Margin notes on the brick-layer model: two parameters from five YSZ samples

Note 0. The data

The table lists five dense samples of cubic yttria-stabilised zirconia (YSZ) at 300 K. The values of d and k were made for this exercise and rounded as laboratory data are. Each k carries an independent standard uncertainty ε = 3 %, and each d an independent η = 10 %. The size d means 3/S_V, where S_V is the boundary area per volume (note 2 gives the reason). The last two columns are reciprocals.

d (nm)   k (W m⁻¹ K⁻¹)   x = 1/d (nm⁻¹)   y = 1/k (m K W⁻¹)
10       1.15            0.1000           0.8696
16       1.37            0.0625           0.7299
25       1.65            0.0400           0.6061
50       1.87            0.0200           0.5348
100      2.12            0.0100           0.4717

The unknowns are the conductivity k0 of the grain interior, the resistance R of unit area of one boundary (m² K W⁻¹) and the Kapitza length L_K. With x in nm⁻¹, a slope dy/dx comes out in 10⁻⁹ m² K W⁻¹, called the slope unit below. Unrounded values are carried from step to step.

Note 1. Beside "interiors and boundaries in series"

Stack cubes of edge d face to face and drive a heat flux q along an edge. One period holds one grain and one boundary, not two, because each face is shared. The interior drops q d/k0, the boundary drops q R, and the definition q = k ΔT/d gives

1/k = 1/k0 + R/d,  k = k0/(1 + L_K/d),  L_K = R k0.  (1)

L_K is the thickness of interior material that has the resistance of one boundary, and k = k0/2 at d = L_K. The faces parallel to q separate points of equal temperature and carry no heat, so (1) is exact for this stacking if the boundaries have zero thickness and Fourier's law holds inside the grains.

A boundary drawn as a layer of thickness δ and conductivity k_b, with period d, gives 1/k = (d − δ)/(d k0) + δ/(d k_b) = 1/k0 + δ(1/k_b − 1/k0)/d. The line stays straight, and

R = δ(1/k_b − 1/k0)  (2)

is an excess over the interior material that the layer displaces. The data can fix R but never δ and k_b separately.

Note 2. Beside "d is the grain size"

Real grains are not cubes, and two variational bounds show what survives. Assume an isotropic interior, one value of R, and a grain structure that is isotropic or of cubic symmetry.

First, any divergence-free trial flux with mean q overestimates the dissipation q²/k. The uniform flux costs q²/k0 in the interiors and R(q·n)² per boundary area of normal n. The average of cos²θ over normals is 1/3, so 1/k ≤ 1/k0 + R S_V/3. For cubes S_V = 3/d, which recovers (1). The length that belongs in (1) is therefore d = 3/S_V.

Second, any trial temperature field with mean gradient g overestimates k g². Give each grain a centre r_c and set T = g·r_c + β g·(r − r_c) inside it. The jump across a face is (1 − β) g·Δr, with Δr the vector between the two centres, and it is uniform on the face. The cost is g²[β² k0 + (1 − β)² k_B] with k_B = S_V⟨Δr²⟩/(3R), where ⟨ ⟩ is an area average and Δr = |Δr|. The minimum lies at β = k_B/(k0 + k_B) and equals g²/(1/k0 + 1/k_B). For Voronoi grains each face carries two pyramids of height Δr/2, together of volume (area)·Δr/3. These fill space, so S_V⟨Δr⟩ = 3 and ⟨Δr⟩ = d. Then k_B = γ d/R and

1/k0 + R/(γ d) ≤ 1/k ≤ 1/k0 + R/d,  γ = ⟨Δr²⟩/⟨Δr⟩².  (3)

Cubes have γ = 1. Truncated octahedra on a bcc lattice of constant s have six squares of area s²/8 at Δr = s and eight hexagons of area 3√3 s²/16 at Δr = √3 s/2. This gives ⟨Δr⟩ = 0.8960 s, ⟨Δr²⟩ = 0.8060 s² and γ = 1.0039. For such grains the boundary term of (1) is right to 0.4 % at any L_K/d. A broad spread of sizes raises γ and loosens the bracket, and γ then has to come from the microstructure. If R varies from face to face without regard to geometry, the upper bound contains the mean of R and the lower bound the reciprocal of the mean of 1/R.

Columnar grains break the isotropy. Square columns of width d give R/d in the plane and no boundary term along the columns.

Note 3. Which average the instrument reports

A random test line crosses S_V⟨|cos θ|⟩ = S_V/2 boundaries per length, so the mean linear intercept is ℓ = 2/S_V and d = 1.5 ℓ. For grains treated as spheres of diameter D, each surface is shared by two grains, so S_V = 3⟨D²⟩/⟨D³⟩ and d = ⟨D³⟩/⟨D²⟩. A log-normal distribution of median D_m and logarithmic width σ has ⟨Dⁿ⟩ = D_mⁿ exp(n²σ²/2). Hence d exceeds the number mean by exp(2σ²), which is 1.20 for an assumed σ = 0.3. X-ray line breadth yields the volume-weighted column length, 3D/4 for one sphere and (3/4)⟨D⁴⟩/⟨D³⟩ = (3/4) exp(σ²) d for the distribution, or 0.82 d at the same σ. These factors pass straight into R (note 8).

Note 4. Beside "plot 1/k against 1/d": uniqueness within the model

Write y = a + b x, with a = 1/k0 and b = R. Two samples of different d give two linear equations with determinant x₁ − x₂ ≠ 0, so the solution is unique. The map (a, b) → (k0, L_K) = (1/a, b/a) is one to one for a > 0. A single grain size fixes only the sum a + b x. The end rows of the table give b = (0.8696 − 0.4717)/0.09 = 4.42 slope units and k0 = 2.34 W m⁻¹ K⁻¹. The uncertainty of this slope from k alone is ε√(y₁² + y₅²)/0.09 = 0.33.

Note 5. The weights that the plot hides

A constant relative uncertainty in k is the same relative uncertainty in y to first order, σ_y = ε y. The small-grain points, which have the largest y, are the least certain in absolute terms, and a ruler laid through the plot gives them too much weight. The weights are 1/σ_y² = k²/ε², and

χ² = Σ (y − a − b x)² k²/ε² = Σ [1 − k(a + b x)]²/ε².

Using the tabulated k in the weights biases the result at relative order ε² = 0.0009, which is negligible. Rounding k to 0.01 adds a standard uncertainty 0.005/√3 W m⁻¹ K⁻¹, at most 0.25 % of k, which is also negligible. The normal equations need

S0 = Σk² = 13.9132, S1 = Σk²x = 0.47334, S2 = Σk²x² = 0.026761,
T0 = Σk = 8.16, T1 = Σkx = 0.325225, Δ = S0 S2 − S1² = 0.14828,

and give

a = (S2 T0 − S1 T1)/Δ = 0.4345 m K W⁻¹,  b = (S0 T1 − S1 T0)/Δ = 4.468 slope units.  (4)

Since Δ > 0 whenever two x differ, χ² is a convex quadratic and (4) is its only minimum. The inferred values are k0 = 2.302 W m⁻¹ K⁻¹, R = 4.468 × 10⁻⁹ m² K W⁻¹ and L_K = 10.28 nm, before rounding to their uncertainties. The fitted k are 1.135, 1.401, 1.631, 1.909 and 2.087 W m⁻¹ K⁻¹. The residuals in y, in units of σ_y, are −0.45, 0.74, −0.39, 0.68 and −0.53, and χ² = 1.64 for three degrees of freedom. A straight line describes the table. That is a necessary condition for (1), and notes 9 and 10 show that it is not sufficient.

Note 6. How errors in k carry through

The covariance matrix is ε² times the inverse of the normal matrix:

σ_a = ε√(S2/Δ) = 0.0127 m K W⁻¹,  σ_b = ε√(S0/Δ) = 0.291,  ρ = −S1/√(S0 S2) = −0.776.

In relative terms these are 2.9 % for a and k0 (0.068 W m⁻¹ K⁻¹) and 6.5 % for R. The negative correlation ρ is often dropped, and it matters for the ratio L_K = b/a:

(σ_L/L_K)² = (σ_a/a)² + (σ_b/b)² − 2ρ(σ_a/a)(σ_b/b).

The result is 9.0 %, or 0.92 nm, against 7.1 % without the last term. A line that tilts up pivots about the weighted centre of the data and lowers its intercept, so the numerator and the denominator push L_K the same way.

The same correlation helps interpolation. The variance of the fitted y at x is ε²(S2 − 2 S1 x + S0 x²)/Δ. At d = 30 nm the model gives k = 1.714 ± 0.024 W m⁻¹ K⁻¹, a relative 1.4 %, which is tighter than either parameter.

The three inner samples lower σ_b only from 0.33 to 0.29, and their main use is to test straightness. The range of x is what counts. With the 25, 50 and 100 nm samples alone σ_b would be 0.77.

Note 7. How errors in d carry through

The slope is linear in the y values, b = Σ c_i y_i with c_i = k_i²(S0 x_i − S1)/Δ. If d_i is recorded too large by a fraction η_i, then x_i is too small by η_i x_i and the point sits above the line by b x_i η_i. To first order, with the small residuals dropped, δb/b = Σ c_i x_i η_i. The sensitivities c_i x_i, from 10 to 100 nm, are

0.82, 0.31, 0.06, −0.09, −0.10,

and they sum to 1 before rounding. The size of the smallest grains, which is the hardest to determine, nearly sets R alone. With independent η = 10 % the root sum of squares gives 8.9 %, or 0.40 slope units, which is more than the 0.29 from k. The same step with the intercept coefficients e_i = k_i²(S2 − S1 x_i)/Δ gives δa = b Σ e_i x_i η_i, a standard uncertainty of 0.0098 m K W⁻¹. For L_K the sensitivities are c_i x_i − L_K e_i x_i, which give 10.9 %. Added in quadrature to note 6, the totals are σ_a = 0.0161 m K W⁻¹ (0.085 W m⁻¹ K⁻¹ in k0), σ_b = 0.49 (11 %) and 14 % in L_K. Scatter in x also biases the slope at second order, with a relative scale η² S0 S2/Δ = 0.025, which is below the first-order 0.089 and is not corrected here.

Note 8. Errors shared by all samples

These errors leave the line straight and χ² nearly or exactly unchanged, so no residual reveals them.

A common factor f on all d multiplies R and L_K by f and leaves k0 alone. Had the tabulated sizes been number means with σ = 0.3, R would be 5.3 slope units, and had they been linear intercepts it would be 6.7.

A common factor f on all k divides a and b by f. Then k0 scales as f, R as 1/f, and L_K is immune. Uniform porosity p acts this way if the pores are much larger than the grains. Maxwell's result for dilute spherical pores is k_porous/k_dense = (1 − p)/(1 + p/2), or 0.927 for an assumed p = 0.05. Had the samples been that porous, the dense values would be k0 = 2.48 W m⁻¹ K⁻¹ and R = 4.14 slope units. Porosity that rises as d falls is worse, because it adds to the slope.

A through-thickness value on a film of thickness h includes the resistance R_i of its outer interfaces, y = a + R/d + R_i/h. At constant h only the intercept moves. An assumed R_i = 1 × 10⁻⁸ m² K W⁻¹ and h = 500 nm add 0.020 m K W⁻¹, and removing it would raise k0 to 2.41 W m⁻¹ K⁻¹. In thin zirconia or hafnia dielectrics of gates and memory capacitors the grain size often scales with the thickness. If h = m d in all samples, the apparent slope contains R_i/m, and only samples with independent h and d separate the two terms. If the grains span the film, the heat crosses no grain boundary at all and the slope is R_i/m alone.

Note 9. Beside "if k0 does not depend on d"

Suppose the boundaries also shorten the free paths inside the grain. In grey kinetic theory k0 = C v Λ/3, with heat capacity per volume C, velocity v and mean free path Λ. Matthiessen's rule 1/Λ_eff = 1/Λ + 1/d gives an interior conductivity k0/(1 + Λ/d), and

1/k = 1/k0 + (R + Λ/k0)/d,  Λ/k0 = 3/(C v).  (5)

The new term is exactly linear in 1/d. No number of samples at one temperature can tell it from R, so the slope is an upper limit on R within (5). Since the same boundary causes both terms, the split is partly a convention. With typical YSZ values C = 2.8 × 10⁶ J m⁻³ K⁻¹ and v = 4000 m s⁻¹, the fitted k0 implies Λ = 0.62 nm and the term is 0.27 slope units, or 6 % of b. That is as large as the uncertainty from k. The grey figure understates the part played by long-wavelength phonons. For channels j with conductivities k_j and paths Λ_j ≪ d the term becomes Σ k_j Λ_j/k0², which weights the long paths, and a channel with Λ_j near d bends the plot.

YSZ suits the model because Λ ≪ d. Polycrystalline silicon does not. With a typical k0 = 150 W m⁻¹ K⁻¹ and a typical effective Λ = 300 nm at room temperature, Λ/k0 = 2.0 slope units and Λ exceeds every d in the table. No Fourier interior exists there, and a straight plot would yield a lumped boundary-scattering coefficient and not a Kapitza resistance in the sense of note 1.

Note 10. The side walls of the bricks

With δ > 0 the layers parallel to q occupy an area fraction 1 − (1 − δx)² and conduct with some k_∥ along the boundary. Treat core and walls as parallel columns, which forbids sideways flow and so underestimates k:

k = (1 − δx)²/(a + R x) + [1 − (1 − δx)²] k_∥.  (6)

Expanding at small x gives the slope R + 2δ(k0 − k_∥)/k0². For a typical structural width δ = 0.5 nm this extra term is at most 2δ/k0 = 0.43 slope units, reached at k_∥ = 0. At that extreme (6) also has an upward curvature, led by 2δR x², which matters at 10 nm. Dividing each k by (1 − δx)² and repeating (4) gives k0 = 2.27 W m⁻¹ K⁻¹ and R = 3.59 slope units, 20 % below the first fit, with χ² = 2.4. The table cannot choose between χ² = 1.64 and 2.4. For k_∥ = 1 W m⁻¹ K⁻¹, typical in order of magnitude of an amorphous oxide, the correction is small. Solving (6) for a + R x at the end rows moves the two-point slope from 4.42 to 4.31.

Equation (2) warns against reading the layer literally. With δ = 0.5 nm the first fit needs k_b = 0.107 W m⁻¹ K⁻¹ across the boundary, about a tenth of the amorphous value. With k_b = 1 W m⁻¹ K⁻¹ it needs δ = 7.9 nm, nearly the whole of the smallest grain. Neither pair describes a slab of ordinary material, and R is better read as a property of the interface region as a whole. Nothing in the table ties k_∥ to k_b.

Note 11. What may be reported

Within (1), with the stated independent uncertainties in k and d,

k0 = 2.30 ± 0.09 W m⁻¹ K⁻¹,  R = (4.5 ± 0.5) × 10⁻⁹ m² K W⁻¹,  L_K = 10.3 ± 1.5 nm,

which corresponds to a boundary conductance 1/R of 2.2 × 10⁸ W m⁻² K⁻¹. A 10 % loss of conductivity needs d = 9 L_K = 93 ± 13 nm. These numbers are the model's, drawn from made data, and not the material's. The table was chosen to reproduce the typical behaviour of dense YSZ near room temperature, which is a coarse-grained conductivity of about 2 to 2.5 W m⁻¹ K⁻¹ and boundary resistances of a few 10⁻⁹ m² K W⁻¹, so falling in that range confirms nothing.

The intercept is the robust quantity. The alternative readings of notes 8 and 10 keep k0 between 2.27 and 2.48 W m⁻¹ K⁻¹. The slope is unique as a number but not as a Kapitza resistance. A wrong definition of d can move it up by 20 to 50 %, shortened free paths take off about 6 %, and poorly conducting side walls take off up to 20 %. A value of R is complete only together with the definition of d, the porosity correction and the statement that δ → 0 and constant k0 were assumed.